**Electron-counting estimate of correlation energies in X–SnH(CH₃)F**

The table holds frozen-core MP2, CCSD and (T) correlation energies, T1 diagnostics and PBE gaps of six tin compounds (X = H, ethynyl, vinyl, Br, NH₂, OH), computed with Ansatz 0.2.0 in def2-TZVPP at PBE0-D4/def2-TZVP geometries. The program tests a three-step rule: MP2 linear in the numbers of valence s/p and correlated d electrons, CCSD as a fixed multiple of MP2, and (T) as a share of CCSD that rises with the number of π bonds. With rounded constants the total correlation energy is reproduced to 1.1 % on average (31 kJ/mol), with vinyl and OH as the worst rows. One constant per electron misses the bromide by 16.5 %, and a fit without the bromide misses it by 7 %, which shows that the two MP2 constants trade against each other. The (T) share follows the π count much better than the inverse PBE gap or the electronegativity, and a fitted build-up from the hydride divides the extra (T) energy of each group into a part that grows with its electrons and a part per π bond.

Gas-phase molecules with the group * bound to the Sn (the marked atom) of SnH(CH₃)F, computed with Ansatz 0.2.0: MP2, CCSD and CCSD(T) with the default frozen cores, and PBE-D4 for the gap, all in def2-TZVPP at PBE0-D4/def2-TZVP geometries. Sn has a def2 core potential; electronegativities are Pauling's.

## Script

```python
# Table: frozen-core MP2, CCSD and (T) correlation energies (eV) of X-SnH(CH3)F, Ansatz 0.2.0,
# def2-TZVPP on PBE0-D4/def2-TZVP geometries. Tested: an electron-counting rule,
# MP2 = -(a Nsp + b Nd), CCSD = k MP2, (T) = (s0 + s1 npi)% of CCSD, and alternatives.
T = {
    'member': ['*H', '*C#C', '*C=C', '*Br', '*N', '*O'],
    'formula': ['CH5FSn', 'C3H5FSn', 'C3H7FSn', 'CH4BrFSn', 'CH6FNSn', 'CH5FOSn'],
    'link': ['H', 'C', 'C', 'Br', 'N', 'O'],
    'en': [2.2, 2.55, 2.55, 2.96, 3.04, 3.44],
    'pg': ['Cs', 'C1', 'C1', 'C1', 'C1', 'C1'],
    'r_group': [1.706, 2.077, 2.117, 2.469, 2.0, 1.954],  # Å
    'ncorr': [30, 38, 40, 46, 36, 36],
    'mp2': [-20.88, -28.7, -29.51, -27.97, -26.67, -27.32],  # eV
    'ccsd_mp2': [-0.49, -0.48, -0.8, -0.41, -0.49, -0.32],  # eV
    'triples': [-0.638, -1.133, -1.104, -0.914, -0.892, -0.894],  # eV
    't_share': [2.99, 3.88, 3.64, 3.22, 3.28, 3.23],  # %
    't1': [0.0127, 0.0132, 0.0126, 0.0111, 0.0126, 0.0133],
    'gap': [6.19, 5.48, 5.22, 5.08, 5.05, 5.57],  # eV
}
import numpy as np
from scipy.constants import e, N_A
m = list(T["member"])
en, N, mp2, dcc, tr, sh, t1, gap = [np.array(T[c], float) for c in
    ("en", "ncorr", "mp2", "ccsd_mp2", "triples", "t_share", "t1", "gap")]
# integers per row: correlated d electrons (Sn 4d10, Br 3d10), pi bonds, H atoms, s/p valence electrons of X
cnt = {"*H": (10, 0, 5, 1), "*C#C": (10, 2, 5, 9), "*C=C": (10, 1, 7, 11),
       "*Br": (20, 0, 4, 7), "*N": (10, 0, 6, 7), "*O": (10, 0, 5, 7)}
Nd, npi, nH, vX = [np.array([cnt[x][j] for x in m], float) for j in range(4)]
Nsp = N - Nd
cc = mp2 + dcc; tot = cc + tr; kJ = e * N_A / 1e3; n = len(m); ix = m.index
fit = lambda A, y: np.linalg.lstsq(A, y, rcond=None)[0]
def loo(A, y):
    return np.array([A[i] @ fit(np.delete(A, i, 0), np.delete(y, i)) for i in range(len(y))])
rms = lambda r: float(np.sqrt(np.mean(r**2)))
row = lambda v, f: "  ".join(x + " " + f % u for x, u in zip(m, v))
print("rounding of table: MP2 0.005 eV, (T) 0.0005 eV, (T) share 0.005 %%; 1 eV = %.1f kJ/mol" % kJ)
print("MP2 per correlated electron, eV:", row(-mp2 / N, "%.3f"))
for name, A in (("one constant (N)", np.c_[N]), ("two constants (Nsp, Nd)", np.c_[Nsp, Nd]),
                ("three constants (Nsp, Nd, H atoms)", np.c_[Nsp, Nd, nH])):
    p = fit(A, -mp2); r = -A @ p - mp2; w = np.argmax(abs(r / mp2))
    print("%s: %s eV; rms %.2f eV, leave-one-out rms %.2f eV, worst %s %.1f %%" % (name, " ".join("%.3f" % q for q in p),
          rms(r), rms(loo(A, -mp2) + mp2), m[w], 100 * abs(r[w] / mp2[w])))
A2 = np.c_[Nsp, Nd]; a, b = np.round(fit(A2, -mp2), 2); est = -(a * Nsp + b * Nd); lo = -loo(A2, -mp2)
print("rounded rule a = %.2f, b = %.2f eV; row Nsp Nd MP2 estimate, table, error eV, error %%, leave-one-out error eV" % (a, b))
for i in range(n):
    print("  %-5s %2d %2d %7.2f %7.2f %+.2f %+.1f %+.2f" % (m[i], Nsp[i], Nd[i], est[i], mp2[i], est[i] - mp2[i], 100 * (est[i] / mp2[i] - 1), lo[i] - mp2[i]))
kb = ix("*Br"); pb = fit(np.delete(A2, kb, 0), -np.delete(mp2, kb))
print("fit without *Br: a = %.3f, b = %.3f eV; *Br predicted %.2f eV, off by %+.1f %%" % (pb[0], pb[1], lo[kb], 100 * (lo[kb] / mp2[kb] - 1)))
print("MP2 *O less *N %.2f eV (rule 0); *C=C less *C#C %.2f eV (rule %.2f)" % (mp2[ix("*O")] - mp2[ix("*N")], mp2[ix("*C=C")] - mp2[ix("*C#C")], -2 * a))
h = ix("*H"); o = [i for i in range(n) if i != h]
print("change from *H: added sp electrons, MP2 eV, MP2 per sp electron, CCSD less MP2 eV, (T) eV, (T)/CCSD %")
for i in o:
    d = Nsp[i] - Nsp[h]
    print("  %-5s %2d %6.2f %6.3f %+.2f %6.3f %.1f" % (m[i], d, mp2[i] - mp2[h], (mp2[i] - mp2[h]) / d, dcc[i] - dcc[h], tr[i] - tr[h], 100 * (tr[i] - tr[h]) / (cc[i] - cc[h])))
k = round(float(np.mean(cc / mp2)), 2)
print("CCSD/MP2:", row(cc / mp2, "%.3f"), "; rounded mean k = %.2f" % k)
one = np.ones(n)
for name, x in (("pi bonds", npi), ("1/PBE gap", 1 / gap), ("electronegativity", en)):
    A = np.c_[one, x]; p = fit(A, sh); r = A @ p - sh
    print("(T) share against %s: %.2f %+.2f x; r = %+.2f, rms %.2f, largest miss %.2f %% points (%s)" % (name, p[0], p[1], np.corrcoef(x, sh)[0, 1], rms(r), abs(r).max(), m[np.argmax(abs(r))]))
A = np.c_[(Nsp - Nsp[h])[o], npi[o]]; p = fit(A, -(tr - tr[h])[o]); r = -A @ p - (tr - tr[h])[o]
print("(T) built up from *H: %.3f eV per sp electron, %.3f eV per pi bond; errors eV:" % tuple(p), " ".join("%s %+.3f" % (m[i], q) for i, q in zip(o, r)))
p = fit(np.c_[one, npi], sh); s0, s1 = round(float(p[0]), 1), round(float(p[1]), 2)
ecc = k * est; esh = s0 + s1 * npi; etr = ecc * esh / 100; etot = ecc + etr
print("whole rule, s0 = %.1f, s1 = %.2f %%: CCSD est, table; share est; (T) est, table, error %%; total est, table, error %%, kJ/mol" % (s0, s1))
for i in range(n):
    print("  %-5s %7.2f %7.2f; %.2f; %6.3f %6.3f %+.1f; %7.2f %7.2f %+.1f %+.0f" % (m[i], ecc[i], cc[i], esh[i], etr[i], tr[i],
          100 * (etr[i] / tr[i] - 1), etot[i], tot[i], 100 * (etot[i] / tot[i] - 1), kJ * (etot[i] - tot[i])))
print("mean absolute error: MP2 %.1f %%, (T) %.1f %%, total %.1f %% = %.0f kJ/mol" % (100 * np.mean(abs(est / mp2 - 1)),
      100 * np.mean(abs(etr / tr - 1)), 100 * np.mean(abs(etot / tot - 1)), kJ * np.mean(abs(etot - tot))))
for x in ("*N", "*C=C"):
    i = ix(x)
    print("worked %s: %.2f x %d = %.2f, %.2f x %d = %.2f, sum %.2f eV" % (x, a, Nsp[i], a * Nsp[i], b, Nd[i], b * Nd[i], -est[i]))
print("T1 x sqrt(N):", row(t1 * np.sqrt(N), "%.4f"))
print("*Br T1 rescaled to the electron count of *N: %.4f (*N %.4f)" % (t1[kb] * np.sqrt(N[kb] / N[ix("*N")]), t1[ix("*N")]))
assert np.all(Nsp == 4 + 1 + 4 + 3 + 7 + vX)   # Sn, H, C, 3 H, F and the group
assert np.all(dcc < 0)
assert sh[npi > 0].min() > sh[npi == 0].max()
assert 0.8 < a < 1.1 and 0 < b < a
```

It prints:

```
rounding of table: MP2 0.005 eV, (T) 0.0005 eV, (T) share 0.005 %; 1 eV = 96.5 kJ/mol
MP2 per correlated electron, eV: *H 0.696  *C#C 0.755  *C=C 0.738  *Br 0.608  *N 0.741  *O 0.759
one constant (N): 0.708 eV; rms 2.26 eV, leave-one-out rms 2.90 eV, worst *Br 16.5 %
two constants (Nsp, Nd): 0.962 0.155 eV; rms 0.50 eV, leave-one-out rms 1.06 eV, worst *C=C 3.0 %
three constants (Nsp, Nd, H atoms): 1.035 0.120 -0.282 eV; rms 0.45 eV, leave-one-out rms 1.87 eV, worst *C=C 2.6 %
rounded rule a = 0.96, b = 0.16 eV; row Nsp Nd MP2 estimate, table, error eV, error %, leave-one-out error eV
  *H    20 10  -20.80  -20.88 +0.08 -0.4 +0.10
  *C#C  28 10  -28.48  -28.70 +0.22 -0.8 +0.29
  *C=C  30 10  -30.40  -29.51 -0.89 +3.0 -1.34
  *Br   26 20  -28.16  -27.97 -0.19 +0.7 -1.97
  *N    26 10  -26.56  -26.67 +0.11 -0.4 +0.14
  *O    26 10  -26.56  -27.32 +0.76 -2.8 +0.94
fit without *Br: a = 0.896, b = 0.333 eV; *Br predicted -29.94 eV, off by +7.1 %
MP2 *O less *N -0.65 eV (rule 0); *C=C less *C#C -0.81 eV (rule -1.92)
change from *H: added sp electrons, MP2 eV, MP2 per sp electron, CCSD less MP2 eV, (T) eV, (T)/CCSD %
  *C#C   8  -7.82 -0.978 +0.01 -0.495 6.3
  *C=C  10  -8.63 -0.863 -0.31 -0.466 5.2
  *Br    6  -7.09 -1.182 +0.08 -0.276 3.9
  *N     6  -5.79 -0.965 +0.00 -0.254 4.4
  *O     6  -6.44 -1.073 +0.17 -0.256 4.1
CCSD/MP2: *H 1.023  *C#C 1.017  *C=C 1.027  *Br 1.015  *N 1.018  *O 1.012 ; rounded mean k = 1.02
(T) share against pi bonds: 3.19 +0.37 x; r = +0.94, rms 0.10, largest miss 0.20 % points (*H)
(T) share against 1/PBE gap: 1.95 +7.68 x; r = +0.32, rms 0.28, largest miss 0.53 % points (*C#C)
(T) share against electronegativity: 3.66 -0.10 x; r = -0.14, rms 0.29, largest miss 0.48 % points (*C#C)
(T) built up from *H: 0.042 eV per sp electron, 0.072 eV per pi bond; errors eV: *C#C +0.014 *C=C -0.027 *Br +0.023 *N +0.001 *O +0.003
whole rule, s0 = 3.2, s1 = 0.37 %: CCSD est, table; share est; (T) est, table, error %; total est, table, error %, kJ/mol
  *H     -21.22  -21.37; 3.20; -0.679 -0.638 +6.4;  -21.89  -22.01 -0.5 +11
  *C#C   -29.05  -29.18; 3.94; -1.145 -1.133 +1.0;  -30.19  -30.31 -0.4 +11
  *C=C   -31.01  -30.31; 3.57; -1.107 -1.104 +0.3;  -32.11  -31.41 +2.2 -68
  *Br    -28.72  -28.38; 3.20; -0.919 -0.914 +0.6;  -29.64  -29.29 +1.2 -34
  *N     -27.09  -27.16; 3.20; -0.867 -0.892 -2.8;  -27.96  -28.05 -0.3 +9
  *O     -27.09  -27.64; 3.20; -0.867 -0.894 -3.0;  -27.96  -28.53 -2.0 +56
mean absolute error: MP2 1.3 %, (T) 2.4 %, total 1.1 % = 31 kJ/mol
worked *N: 0.96 x 26 = 24.96, 0.16 x 10 = 1.60, sum 26.56 eV
worked *C=C: 0.96 x 30 = 28.80, 0.16 x 10 = 1.60, sum 30.40 eV
T1 x sqrt(N): *H 0.0696  *C#C 0.0814  *C=C 0.0797  *Br 0.0753  *N 0.0756  *O 0.0798
*Br T1 rescaled to the electron count of *N: 0.0125 (*N 0.0126)
```
